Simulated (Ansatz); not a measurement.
# A series in volume scale on LiPb

All results are calculated (Ansatz 0.2.0). Free energy against uniform scaling of the volume at fixed shape and fractions; periodic cell, basis, potentials, k mesh and filling as listed.

The cell before it is scaled or strained (space group R-3m, No. 166):
```
LiPb
1.0
      2.4935     1.4396     2.0627
     -2.4935     1.4396     2.0627
      0.0000    -2.8792     2.0627
Li Pb
1 1
Direct
  0.50000 0.50000 0.50000
  0.00000 0.00000 0.00000
```

Settings of every row: functional PBEsol; dispersion none; potentials all-electron LAPW; k mesh 8x8x8; k shift 0x0x0; occupations fermi dirac; smearing width 0.3 eV; spin none; basis error target 0.001 eV/atom; SCF threshold exponent -6.

Limits: coarse k mesh, up to 40 meV an atom off; wide smearing; no spin-orbit coupling, which can matter with elements this heavy.

| row | volume scale | V (Å³/atom) | energy above lowest point (meV/atom) |
| --- | --- | --- | --- |
| 1 | 0.94 | 20.88 | 5.6 |
| 2 | 0.97 | 21.547 | 0.4 |
| 3 | 1 | 22.213 | 0 |
| 4 | 1.03 | 22.879 | ? |
| 5 | 1.06 | 23.546 | 10.7 |

Question: what energy above lowest point should row 4 give?

Worked fit of energy above lowest point. Take u = (V_r/V)^(2/3) − 1 with V_r = 21.88 Å³ an atom, which is twice the finite (Eulerian) strain; such expansions in the strain, on which the Birch-Murnaghan equation of state is built, carry the rest volume and the bulk modulus. The shown rows have u = 0.03168, 0.01028, -0.01002, -0.04774. Least squares give energy above lowest point = −0.34 + 20.3 × u + 5273 × u² meV/atom; a straight line predicts inner rows, each left out in turn, worse (root mean square 5.2 against 0.046 meV/atom). All shown rows lie on it to the printed digit. Its lowest point lies at u = -0.0019, or V = 21.94 Å³ an atom, and the curvature there gives the bulk modulus at fixed shape and fractions, B = (4/9)(1 + u)² E″(u)/V = 34.1 GPa. Letting shape and atoms relax would as a rule lower it, by much in layered, chain or molecular crystals. The withheld row has u = -0.02933, so the fit gives −0.34 + 20.3 × (-0.02933) + 5273 × (-0.02933)² = 3.6 meV/atom.

The calculation gave 3.6 meV/atom. The fit meets it to the printed digit.
